**1. Beside the formula: which set, which sign.** Lengths are in $a_0=5.2918\times10^{-11}$ m and energies per electron in $E_h=4.3597\times10^{-18}$ J. The density is $n=3/(4\pi r_s^3a_0^3)$ and the polarisation is $\zeta=(n_\uparrow-n_\downarrow)/n$. The form of Perdew and Wang (1992) is

$$G=-2A(1+\alpha_1r_s)\ln\!\Big[1+\frac1X\Big],\qquad X=2A\big(\beta_1r_s^{1/2}+\beta_2r_s+\beta_3r_s^{3/2}+\beta_4r_s^2\big).$$

It is used for $\varepsilon_c(r_s,0)$, for $\varepsilon_c(r_s,1)$ and for $G=-\alpha_c$, where $\alpha_c=\partial^2\varepsilon_c/\partial\zeta^2|_{\zeta=0}>0$ is the spin stiffness. Each set has its own $A$.

**2. Beside "matching the limits gives".** At high density write $\ln(1+1/X)=\ln(1+X)-\ln X$ and expand in $s=r_s^{1/2}$:

$$G=2A(1+\alpha_1r_s)\Big[\tfrac12\ln r_s+\ln(2A\beta_1)+\Big(\frac{\beta_2}{\beta_1}-2A\beta_1\Big)s+O(s^2)\Big].$$

The target $c_0\ln r_s-c_1+c_2r_s\ln r_s-c_3r_s$ has no term in $s$. Hence $A=c_0$, $\beta_1=e^{-c_1/2c_0}/2c_0$, $\beta_2=2A\beta_1^2$ and $c_2=A\alpha_1$. The $s^2$ terms then give $-c_3=2A[\alpha_1\ln(2A\beta_1)+\beta_3/\beta_1-(2A\beta_1)^2]$. At low density $\ln(1+1/X)\to1/X$, so $G\to-d_0/r_s+d_1/r_s^{3/2}$ with $d_0=\alpha_1/\beta_4$ and $d_1=\alpha_1\beta_3/\beta_4^2$. Six conditions ($c_0$, $c_1$, no $s$ term, $c_2$, $d_0$, $d_1$) can fix all six parameters. The published set imposes the first three and fits $\alpha_1,\beta_3,\beta_4$ to reference values. Each such value, an "anchor" below, has a price.

**3. Beside the value of $A$.** The logarithm comes from the ring sum at small $q$. With $q$ in units of $k_F$, imaginary frequency $uqk_F^2$ and $\lambda=4/(\pi k_F)\propto r_s$,

$$\varepsilon_{\rm ring}=\frac{3k_F^2}{4\pi}\int q^3dq\int_0^\infty du\,[\ln(1+Q)-Q],\qquad Q=\frac{\lambda S(u,\zeta)}{q^2},$$

where $S=\tfrac12\sum_\pm[k_\pm-u\arctan(k_\pm/u)]$ and $k_\pm=(1\pm\zeta)^{1/3}$. At $\zeta=0$, $S=R=1-u\arctan(1/u)$. The term $-Q^2/2$, cut off at $q\sim\lambda^{1/2}$, gives $c_0=(3/\pi^3)\int_0^\infty S^2du$. Since $\int R^2du=\pi(1-\ln2)/3$, the unpolarised set has $A=(1-\ln2)/\pi^2=0.031091\,E_h$. For the stiffness, $\partial_\zeta S=0$ and $\partial^2_\zeta S=-\tfrac29(1+u^2)^{-2}$ at $\zeta=0$, so with $z=q^2$

$$\alpha_c=\frac{4}{3\pi^3}\int_0^\infty\frac{R\,du}{(1+u^2)^2}\int\frac{dz}{z+\lambda R}.$$

The $z$ integral gives $-\ln r_s$ plus a constant, and $\int R(1+u^2)^{-2}du=\pi/4-\pi/8=\pi/8$ by parts. The stiffness set therefore has $A=1/(6\pi^2)=0.016887\,E_h=7.362\times10^{-20}$ J, and the unpolarised value would be 1.84 times too large. With the approximate literature value $c_1=0.035475\,E_h$ ($1.5466\times10^{-19}$ J) as input, $\beta_1=10.357\,E_h^{-1}$ and $\beta_2=3.6231\,E_h^{-1}$.

**4. A model with an exact answer.** Keep this structure and change three things. The $z$ integrand gets a factor $1-z/z_c$ up to a cutoff $z_c$, the normalised weight $(8/\pi)R(1+u^2)^{-2}$ becomes $(4/\pi)(1+u^2)^{-2}$, and $R$ in the denominator becomes $1/(1+u^2)$. The $z$ integral is $(1+1/Y)\ln(1+Y)-1$ with $Y=z_c/\lambda R$. Put $x=\lambda/z_c=r_s/r_0$ and $u=\tan\theta$. Then $\alpha_c^{M}=A\,F(x)$ with

$$F=\frac4\pi\int_0^{\pi/2}\!\cos^2\theta\Big[(1+x\cos^2\theta)\ln\Big(1+\frac1{x\cos^2\theta}\Big)-1\Big]d\theta .$$

Let $\varphi=2\theta$, $y=1/x$ and $p=(\sqrt{1+y}-\sqrt y)^2$. Then $y+\cos^2\theta=(1+2p\cos\varphi+p^2)/4p$, whose logarithm is $L=-\ln4p+\sum_kL_k\cos k\varphi$ with $L_k=2(-1)^{k+1}p^k/k$. The case $p=1$ is $\ln\cos^2\theta$. The prefactor is $W=(1+\tfrac34x)+(1+x)\cos\varphi+\tfrac14x\cos2\varphi$, so only $k\le2$ survives the average over $\varphi$:

$$F=p-2-\ln p+\frac x2\Big[-\frac32\ln p+2p-\frac{p^2}4-\frac74\Big].$$

Its limits are $F\to-\ln x+\ln4-2-\tfrac34x\ln x+(\tfrac34\ln4-\tfrac18)x$ and $F\to x^{-1}-\tfrac8{15}x^{-3/2}+O(x^{-5/2})$. The fading cutoff produces the $x\ln x$ term, and the slower tail of the model weight produces the $x^{-3/2}$ term. Matching $c_1$ sets $r_0=\tfrac14e^{c_1/A+2}=15.096$. The model then has $c_2=8.390\times10^{-4}$, $d_0=0.2549$ and $d_1=0.5283$ in $E_h$. The closed form serves only as the yardstick. The methods compared may not call it, since the real gas offers none.

**5. How much accuracy a metal needs.** The second $\zeta$ derivatives of the kinetic and exchange energies are $k_F^2/3$ and $-k_F/3\pi$, so the spin susceptibility obeys $\chi_0/\chi=1-1/(\pi k_F)+3\alpha_c/k_F^2$ with $k_F=(9\pi/4)^{1/3}/r_s$. Only the value of $\alpha_c$ enters. Typical valence $r_s$ are 3.93 for Na and 2.07 for the wiring metal Al.

| | $n$ (m$^{-3}$) | $x$ | $F$ | $\alpha_c^M$ (J) | $\chi/\chi_0$ | $-\partial\ln\chi/\partial\ln\alpha_c$ |
|---|---|---|---|---|---|---|
| Na | $2.65\times10^{28}$ | 0.2603 | 1.2527 | $9.223\times10^{-20}$ | 1.628 | 0.433 |
| Al | $1.82\times10^{29}$ | 0.1371 | 1.7086 | $1.258\times10^{-19}$ | 1.320 | 0.133 |

These are the model's numbers for a uniform gas without band structure. One per cent in $\chi$ asks for $\alpha_c$ within 2.3 % at the Na density and within 7.5 % at the Al density. The methods are tested on the window $1/16\le x\le1$, and $\delta$ is the largest relative deviation from $F$ there.

**6. Method P, the PW92 form.** In scaled variables $F_P=2(1+ax)\ln[1+1/(p_1x^{1/2}+p_2x+p_3x^{3/2}+p_4x^2)]$, with $a=\alpha_1r_0$ and $p_k=2A\beta_kr_0^{k/2}$. Note 2 gives $p_1=e/2$ and $p_2=e^2/4$.

P0 uses limits only: $a=\tfrac34$, $p_4=2a=\tfrac32$, $p_3=\tfrac45$, which is $\alpha_1=0.04968$, $\beta_3=0.4038\,E_h^{-1}$, $\beta_4=0.1949\,E_h^{-1}$. The first unmatched terms show how the deviation falls. The coefficient of $x$ is $-2[a\ln p_1+p_3/p_1-p_1^2]=2.057$ against the exact 0.915, so $F_P-F\to1.142\,x$ for small $x$. The coefficient of $x^{-2}$ is $2/p_4+(p_3/p_4)^2-p_2/p_4=0.386$ against zero, a relative deviation $0.386/x$ for large $x$. Both are positive and nothing is left to adjust between them, which is where metals lie.

Anchors are used by inverting the form. The quantity $V(x;a)=x^{-3/2}\{[e^{F/2(1+ax)}-1]^{-1}-p_1x^{1/2}-p_2x\}$ must equal $p_3+p_4x^{1/2}$. P1 gives up $d_1$ and takes one anchor at $x=\tfrac14$, which yields $p_3=1.3265$. P3 takes anchors at $x^{1/2}=\tfrac14,\tfrac12,1$. Collinearity, $3V(\tfrac14)-2V(\tfrac1{16})-V(1)=0$, is one equation for $a$, and gives $a=0.6360$, $p_3=1.1931$, $p_4=1.0715$.

| $x$ | $r_s$ | $F$ | P0 (%) | P1 (%) | P3 (%) |
|---|---|---|---|---|---|
| 1/16 | 0.94 | 2.3472 | 1.25 | 0.21 | anchor |
| 1/8 | 1.89 | 1.7797 | 2.28 | 0.23 | 0.011 |
| 1/4 | 3.77 | 1.2794 | 3.77 | anchor | anchor |
| 1/2 | 7.55 | 0.8655 | 5.39 | −0.79 | −0.045 |
| 1 | 15.10 | 0.5493 | 6.33 | −2.27 | anchor |

The P3 deviation peaks near $x=0.64$ at $-0.054$ %. The gain is paid for outside the window: the fit's $d_0$ is $2a/p_4=1.19$ times the exact one. With three parameters spent, further anchors only redistribute the deviation, so the sequence ends at $K=3$. At the Na density P0 is 3.87 % high and moves the model's $\chi/\chi_0$ from 1.628 to 1.601.

Count each addition, multiplication or rounding as 1 and each power, logarithm or division as $\kappa$, with the assumed value $\kappa=20$. With the scale absorbed in the constants, P needs $n^{-1/6}$, a Horner sum (7), one addition, a division, a logarithm and the prefactor (4). The work is $w_P=12+3\kappa=72$ per point and the memory is 6 numbers.

**7. Method T, a linear table in $t=\ln x$.** Since $t=\text{const}-\tfrac13\ln n$, one logarithm and 7 cheap operations (index 2, rounding 1, fraction 1, interpolation 3) suffice. Thus $w_T=7+\kappa=27$, the memory is $M+3$ and the anchors number $K=M+1$ for $M$ intervals of width $h=\ln16/M$. The chord lies above a convex curve by $h^2F_{tt}/8$ at mid-interval. $F$ is the average over $y'\in[0,y]$ of the sharp-cutoff function $J=p-1-\ln p$, so $F_t=F-J$. From $dJ/dy=2[1-(1+x)^{-1/2}]$,

$$F_{tt}=F-J+\frac2x\big[1-(1+x)^{-1/2}\big].$$

The ratio $F_{tt}/F$ grows across the window to 0.3655 at $x=1$. Hence $\delta\to0.351/M^2$, approached from below, and $M=\lceil(0.351/\delta)^{1/2}\rceil$ is safe. Anchors and memory grow as $\delta^{-1/2}$ while the work per point stays fixed.

**8. Method Q, quadrature at every point.** The $\ln\cos^2\theta$ part is singular but is known exactly from note 4, which leaves $F=\langle WL\rangle+\ln4-2+x(\tfrac34\ln4-\tfrac78)$. The $m$-point midpoint rule $\varphi_j=(j-\tfrac12)\pi/m$ averages $\cos k\varphi$ to zero unless $k=2ml$, where it gives $(-1)^l$. The leading deviation is minus the coefficient of $\cos2m\varphi$ in $WL$. For $m\ge2$ that coefficient is

$$C_{2m}=(1+\tfrac34x)L_{2m}+\tfrac12(1+x)(L_{2m-1}+L_{2m+1})+\tfrac18x(L_{2m-2}+L_{2m+2}).$$

It falls as $p^{2m}$ times a decreasing power of $m$. The worst point is $x=1$, where $p=0.1716$ and each node gains a factor that tends to $p^{-2}=34$ from above (121 from $m=2$ to 3, 74 from 3 to 4). So $m$ grows only as $\ln(1/\delta)$. Two running sums, one of them divided by $y$ at the end, cost $5+\kappa$ per node and $2+2\kappa$ once. The work is $w_Q=42+25m$ and the memory is $3m+3$.

**9. The ledger.** For $N$ density values the total is $KC_{\rm ref}+Nw$, where $C_{\rm ref}$ is the price of one anchor. Storage of the density is common to all methods and is left out. In the model an anchor is a Q4 call, $C_{\rm ref}=142$. The last column assumes $N=10^4$. The P3 root search, about 30 evaluations of the form or 0.3 % of its total, is omitted. Table deviations are taken at the middle of the last interval.

| method | $K$ | $w$ | memory | $\delta$ | total ($10^5$) |
|---|---|---|---|---|---|
| P0 | 0 | 72 | 6 | $6.3\times10^{-2}$ | 7.2 |
| P1 | 1 | 72 | 6 | $2.3\times10^{-2}$ | 7.2 |
| P3 | 3 | 72 | 6 | $5.4\times10^{-4}$ | 7.2 |
| T, $M=2$ | 3 | 27 | 5 | $5.6\times10^{-2}$ | 2.7 |
| T, $M=6$ | 7 | 27 | 9 | $8.5\times10^{-3}$ | 2.7 |
| T, $M=19$ | 20 | 27 | 22 | $9.3\times10^{-4}$ | 2.7 |
| T, $M=188$ | 189 | 27 | 191 | $9.9\times10^{-6}$ | 3.0 |
| Q1 | 0 | 67 | 6 | $7.1\times10^{-1}$ | 6.7 |
| Q2 | 0 | 92 | 9 | $1.8\times10^{-3}$ | 9.2 |
| Q3 | 0 | 117 | 12 | $1.5\times10^{-5}$ | 11.7 |
| Q4 | 0 | 142 | 15 | $2.1\times10^{-7}$ | 14.2 |

**10. Cheapest for a stated accuracy.** With cheap anchors and $N=10^4$ the table wins. For $\delta\le10^{-2}$ take $M=6$, and for $10^{-3}$ take $M=19$, which is 2.6 times cheaper than P3. For $10^{-5}$ no P form qualifies and Q3 narrowly fails, so $M=188$ stands against Q4 and is 4.8 times cheaper. Q4 wins at this accuracy only when $142N<189\cdot142+27N$, that is for $N\le233$. The ratio $w_P/w_T=(12+3\kappa)/(7+\kappa)$ exceeds 2 for any $\kappa>2$, so the order does not hang on the value 20, although the cost of fetching table entries is not counted.

The choice turns on $\rho=C_{\rm ref}/N$. For $10^{-3}$ the totals per point are $3\rho+72$ and $20\rho+27$. They cross at $\rho=2.65$, and P3 costs less than half of T for $\rho>8.4$. For $10^{-2}$, which P1 misses, P3 and $M=6$ cross at $\rho=11.25$. When an anchor is a many-body calculation, $\rho$ is large and Q drops out, because it repeats the reference calculation at every point. The cheapest choice is then the form with the fewest anchors. For one per cent in $\chi$, judged by the window-wide $\delta$, that is P0 at the Al density and P1, with almost no margin, at the Na density.

**11. Best inside a budget.** With no anchor and no integral representation, only P0 exists, at 6.3 %. With three anchors P3 reaches $5.4\times10^{-4}$ and the table $5.6\times10^{-2}$. The safe rule of note 7 asks for $M=26$, or 27 anchors, to match P3, so the three high-density conditions together with the shape of the form save a factor 9 in anchors. With at most 50 operations per point only T fits, and memory then sets $\delta$. With at most 10 stored numbers P3 comes first, ahead of Q2 ($1.8\times10^{-3}$) and of T with $M=7$ ($6.4\times10^{-3}$). At 12 numbers Q3 takes over.

**12. What the ledger hides.** The potential of a polarised system needs $d\alpha_c/dr_s$. The linear table has a piecewise constant slope in $t$, which at an interval end is off by $hF_{tt}/2|F_t|$. This is first order in $h$ and amounts to 3.8 % at $x=1$ for $M=19$. P and Q are smooth and can be differentiated analytically. The table also ends at the window, whereas every P form keeps $c_0$ and $c_1$ in ionic cores and still decays as $1/r_s$ in the vacuum tail of a surface, with the right coefficient for P0 and P1 and one 1.19 times too large for P3.